**Internal conversion coefficients of Si at 1720 keV against a plane-wave model**

The table holds conversion coefficients by multipole (E1 to M5) and shell for neutral silicon from a radial Dirac solver with a Dirac-Hartree-Slater potential, no hole, a surface-current nucleus and no pair formation. The program compares the K column with the parameter-free relativistic Born formula and its non-relativistic limit, and examines the s-shell ratios and the dependence of L2/L1 and L3/L1 on multipole order. The relativistic formula gives the order of all rows and a limiting step of 1.594 per unit of $L$, which the table nears, with the K column at 0.77 to 0.97 of it, while the non-relativistic form predicts a fall and is low by factors of 3.8 to 310. K/L1 and L1/M are constant to within 1 % and lie between the bare-nucleus and Slater-charge values. The p-to-s ratios are of order $(Z\alpha)^2$ and follow quadratics in $L$ to within 0.7 %.

Internal conversion coefficients of Si (Z = 14) by multipolarity and shell at a transition energy of 1720.0 keV, calculated with Radial Dirac-Fock and Kohn-Sham solver 5. The Dirac-Hartree-Slater potential is that of the neutral atom with a Latter tail and no hole; the nucleus is finite with surface currents, and pair formation is not included.

## Analysis program

```python
# Table: internal conversion coefficients of Si (Z=14) at 1720 keV by multipole and shell, radial Dirac solver,
# Dirac-Hartree-Slater neutral atom, no hole, surface-current nucleus, no pair formation.
# Tested: parameter-free Born (plane-wave) K formula, relativistic and non-relativistic; s-shell ratios; p/s ratios vs L.
T = {
    'multipole_name': ['E1', 'M1', 'E2', 'M2', 'E3', 'M3', 'E4', 'M4', 'E5', 'M5'],
    'multipole_shell_sum': [5.696e-06, 8.616e-06, 9.983e-06, 1.465e-05, 1.663e-05, 2.416e-05, 2.712e-05, 3.924e-05, 4.371e-05, 6.315e-05],
    'multipole_k': [5.28e-06, 7.986e-06, 9.253e-06, 1.357e-05, 1.542e-05, 2.239e-05, 2.513e-05, 3.636e-05, 4.05e-05, 5.85e-05],
    'multipole_l1': [3.835e-07, 5.807e-07, 6.726e-07, 9.88e-07, 1.121e-06, 1.631e-06, 1.829e-06, 2.652e-06, 2.95e-06, 4.272e-06],
    'multipole_l2': [2.2e-10, 4.939e-10, 6.911e-10, 1.354e-09, 1.974e-09, 3.283e-09, 5.101e-09, 7.368e-09, 1.214e-08, 1.568e-08],
    'multipole_l3': [7.951e-10, 7.687e-10, 1.217e-09, 1.024e-09, 1.98e-09, 1.697e-09, 3.47e-09, 3.514e-09, 6.495e-09, 8.096e-09],
    'multipole_m': [3.174e-08, 4.805e-08, 5.566e-08, 8.176e-08, 9.281e-08, 1.35e-07, 1.515e-07, 2.196e-07, 2.443e-07, 3.538e-07],
}
import numpy as np
from scipy.constants import alpha, physical_constants as pc
mc2 = pc['electron mass energy equivalent in MeV'][0]*1e3
lc = pc['reduced Compton wavelength'][0]*1e15
Z, Eg = 14, 1720.0
nm = T['multipole_name']
S, K, L1, L2, L3, M = [np.array(T['multipole_'+c], float) for c in ('shell_sum', 'k', 'l1', 'l2', 'l3', 'm')]
L = np.array([int(n[1]) for n in nm]); e = np.array([n[0] == 'E' for n in nm]); m = ~e
def born(k):
    mag = 2*Z**3*alpha**4/k*((k+2)/k)**(L+0.5)
    return np.where(e, mag*k/(k+2)*(1+4*L/((L+1)*k*k)), mag)
f = lambda a, d=3: ' '.join(f'{x:.{d}f}' for x in a)
k = Eg/mc2; p = np.sqrt(k*(k+2)); za = Z*alpha
B = born(k)
NR = Z**3*alpha**4*np.where(e, L/(L+1)*(2/k)**(L+2.5), (2/k)**(L+1.5))
R = 1.2*28**(1/3)  # fm, rough recalled radius rule, A = 28
print(f'k={k:.4f} mc2, p={p:.4f} mc, (k+2)/k={(k+2)/k:.4f}, 2/k={2/k:.4f}, Za={za:.4f}, pi*Za={np.pi*za:.3f}, Za^2={za**2:.4f}')
print(f'lengths (fm): 1/(p-k)={lc/(p-k):.0f}, a0/Z={lc/za:.0f}, ratio {za/(p-k):.3f}; rough R={R:.1f}, (pR)^2={(p*R/lc)**2:.4f}')
print('row  Born K     K/Born  K/nonrel  K share %  K/L1    L1/M    (L2+L3) share %  L2/L3')
for i, n in enumerate(nm):
    print(f'{n}  {B[i]:.3e}  {K[i]/B[i]:.3f}  {K[i]/NR[i]:7.1f}  {100*K[i]/S[i]:.2f}  {K[i]/L1[i]:.3f}  {L1[i]/M[i]:.3f}  {100*(L2[i]+L3[i])/S[i]:.4f}  {L2[i]/L3[i]:.2f}')
print(f'last row / first row: sum {S[-1]/S[0]:.2f}, K {K[-1]/K[0]:.2f}, Born {B[-1]/B[0]:.2f}, nonrel {NR[-1]/NR[0]:.3f}')
for lab, s in (('E', e), ('M', m)):
    print(f'K step L->L+1, {lab}: table {f(K[s][1:]/K[s][:-1])} | Born {f(B[s][1:]/B[s][:-1])}')
print('M/E at L=1..5: sum', f(S[m]/S[e]), '| K', f(K[m]/K[e]))
print('M/E at L=1..5: Born', f(B[m]/B[e]), '| K over Born', f(K[m]/K[e]/(B[m]/B[e])))
for lab, s in (('all rows', e | m), ('E rows', e), ('M rows', m)):
    c = np.exp(np.mean(np.log(K[s]/B[s]))); r = 100*(c*B[s]/K[s]-1); w = np.argmax(abs(r))
    print(f'one scale on Born, {lab}: {c:.3f}, rms {np.sqrt(np.mean(r**2)):.1f} %, worst {np.array(nm)[s][w]} {r[w]:+.1f} %')
z1, z2, z3 = Z-0.30, Z-2*0.85-7*0.35, Z-2-8*0.85-3*0.35  # Slater rules
sc = (z1/Z)**3
print(f'1s screening factor {sc:.3f}; K/(screened Born) from {min(K/B)/sc:.3f} to {max(K/B)/sc:.3f}')
a, b = np.mean(K/L1), np.mean(L1/M)
print(f'K/L1: mean {a:.2f}, bare n^3 8.00, Slater charges ({z1:.2f}, {z2:.2f}) {8*(z1/z2)**3:.1f}')
print(f'L1/M: mean {b:.2f}, bare n^3 {27/8:.2f}, Slater charges ({z2:.2f}, {z3:.2f}) {27/8*(z2/z3)**3:.1f}')
y2 = z1*(8/a)**(1/3)
print(f'charges implied by the ratios (1s set to {z1:.2f}, M read as 3s): 2s {y2:.2f}, 3s {y2*(27/8/b)**(1/3):.2f}')
dr = lambda x, s: 100*(x[s][-1]/x[s][0]-1)
print(f'drift L=1 to 5: K/L1 E {dr(K/L1, e):+.2f} %, M {dr(K/L1, m):+.2f} %; L1/M E {dr(L1/M, e):+.2f} %, M {dr(L1/M, m):+.2f} %')
dB = (1.8-0.15)/mc2  # rough recalled K and L1 binding energies, keV
print(f'K-L1 binding difference alone: K/L1 drift {-4*200*(1+k)*dB/p**2:+.2f} %; K binding / energy {100*1.8/Eg:.2f} %')
print('p/s ratios x 1e3 at L=1..5 | second differences | worst misfit of a quadratic in L')
for lab, X in (('L2/L1', L2), ('L3/L1', L3), ('(L2+L3)/L1', L2+L3)):
    for t, s in (('E', e), ('M', m)):
        y = 1e3*X[s]/L1[s]; q = np.polyval(np.polyfit(L[s], y, 2), L[s])
        print(f'{lab} {t}: {f(y)} | {f(np.diff(y, 2))} | {100*max(abs(q/y-1)):.2f} %')
print(f'(L2+L3)/L1 in units of Za^2: {min((L2+L3)/L1)/za**2:.2f} to {max((L2+L3)/L1)/za**2:.2f}')
print('L3(M)/L3(E) at L=1..5:', f(L3[m]/L3[e]), '| L2(M)/L2(E):', f(L2[m]/L2[e]))
for g in (0.5, 2.0):
    r = born(g*k)/B
    print(f'Born only, {g*Eg:.0f} keV: step {(g*k+2)/(g*k):.3f}; change factor {nm[0]} {r[0]:.2f}, {nm[1]} {r[1]:.2f}, {nm[-2]} {r[-2]:.2f}, {nm[-1]} {r[-1]:.2f}')
print('Born only, M exceeds E above (keV), L=1..5:', f(mc2*2*L[e]/(L[e]+1), 0))
A = np.array([S, K, L1, L2, L3, M]); rd = 50*10**(np.floor(np.log10(A))-3)/A
print(f'rounding of single entries: {rd.min():.3f} to {rd.max():.3f} %; of K/L1 up to {max(rd[1]+rd[2]):.3f} %, of L1/M up to {max(rd[2]+rd[5]):.3f} %')
print(f'sum of shells vs shell sum: largest gap {100*max(abs((K+L1+L2+L3+M)/S-1)):.3f} %')
assert np.all(np.diff(S) > 0) and np.all(K[m] > K[e])
assert np.all(abs(K/B-1) < np.pi*za)
assert np.all(K[m][1:]/K[m][:-1] > (k+2)/k) and np.all(np.diff(K[m][1:]/K[m][:-1]) < 0)
assert 8 < a < 8*(z1/z2)**3 and np.all((L2+L3)/L1 < za**2)
```

Printed output:

```
k=3.3660 mc2, p=4.2499 mc, (k+2)/k=1.5942, 2/k=0.5942, Za=0.1022, pi*Za=0.321, Za^2=0.0104
lengths (fm): 1/(p-k)=437, a0/Z=3780, ratio 0.116; rough R=3.6, (pR)^2=0.0016
row  Born K     K/Born  K/nonrel  K share %  K/L1    L1/M    (L2+L3) share %  L2/L3
E1  6.868e-06  0.769      8.4  92.70  13.768  12.083  0.0178  0.28
M1  9.306e-06  0.858      3.8  92.69  13.752  12.085  0.0147  0.64
E2  1.150e-05  0.805     18.6  92.69  13.757  12.084  0.0191  0.57
M2  1.484e-05  0.915     10.8  92.63  13.735  12.084  0.0162  1.32
E3  1.876e-05  0.822     46.3  92.72  13.756  12.078  0.0238  1.00
M3  2.365e-05  0.947     29.9  92.67  13.728  12.081  0.0206  1.93
E4  3.033e-05  0.829    119.0  92.66  13.740  12.073  0.0316  1.47
M4  3.770e-05  0.964     81.8  92.66  13.710  12.077  0.0277  2.10
E5  4.880e-05  0.830    309.9  92.66  13.729  12.075  0.0426  1.87
M5  6.011e-05  0.973    221.6  92.64  13.694  12.075  0.0377  1.94
last row / first row: sum 11.09, K 11.08, Born 8.75, nonrel 0.420
K step L->L+1, E: table 1.752 1.666 1.630 1.612 | Born 1.674 1.632 1.616 1.609
K step L->L+1, M: table 1.699 1.650 1.624 1.609 | Born 1.594 1.594 1.594 1.594
M/E at L=1..5: sum 1.513 1.467 1.453 1.447 1.445 | K 1.512 1.467 1.452 1.447 1.444
M/E at L=1..5: Born 1.355 1.290 1.260 1.243 1.232 | K over Born 1.116 1.136 1.152 1.164 1.173
one scale on Born, all rows: 0.868, rms 7.9 %, worst E1 +13.0 %
one scale on Born, E rows: 0.810, rms 2.9 %, worst E1 +5.4 %
one scale on Born, M rows: 0.930, rms 4.7 %, worst M1 +8.4 %
1s screening factor 0.937; K/(screened Born) from 0.820 to 1.039
K/L1: mean 13.74, bare n^3 8.00, Slater charges (13.70, 9.85) 21.5
L1/M: mean 12.08, bare n^3 3.38, Slater charges (9.85, 4.15) 45.1
charges implied by the ratios (1s set to 13.70, M read as 3s): 2s 11.44, 3s 7.48
drift L=1 to 5: K/L1 E -0.28 %, M -0.43 %; L1/M E -0.06 %, M -0.09 %
K-L1 binding difference alone: K/L1 drift -0.62 %; K binding / energy 0.10 %
p/s ratios x 1e3 at L=1..5 | second differences | worst misfit of a quadratic in L
L2/L1 E: 0.574 1.028 1.761 2.789 4.115 | 0.280 0.295 0.298 | 0.43 %
L2/L1 M: 0.851 1.370 2.013 2.778 3.670 | 0.123 0.123 0.127 | 0.05 %
L3/L1 E: 2.073 1.809 1.766 1.897 2.202 | 0.221 0.174 0.174 | 0.67 %
L3/L1 M: 1.324 1.036 1.040 1.325 1.895 | 0.291 0.281 0.286 | 0.20 %
(L2+L3)/L1 E: 2.647 2.837 3.527 4.686 6.317 | 0.500 0.469 0.472 | 0.27 %
(L2+L3)/L1 M: 2.174 2.407 3.053 4.103 5.566 | 0.414 0.404 0.412 | 0.06 %
(L2+L3)/L1 in units of Za^2: 0.21 to 0.61
L3(M)/L3(E) at L=1..5: 0.967 0.841 0.857 1.013 1.246 | L2(M)/L2(E): 2.245 1.959 1.663 1.444 1.292
Born only, 860 keV: step 2.188; change factor E1 3.40, M1 3.22, E5 13.99, M5 11.42
Born only, 3440 keV: step 1.297; change factor E1 0.40, M1 0.37, E5 0.16, M5 0.16
Born only, M exceeds E above (keV), L=1..5: 511 681 766 818 852
rounding of single entries: 0.005 to 0.049 %; of K/L1 up to 0.077 %, of L1/M up to 0.068 %
sum of shells vs shell sum: largest gap 0.054 %
```
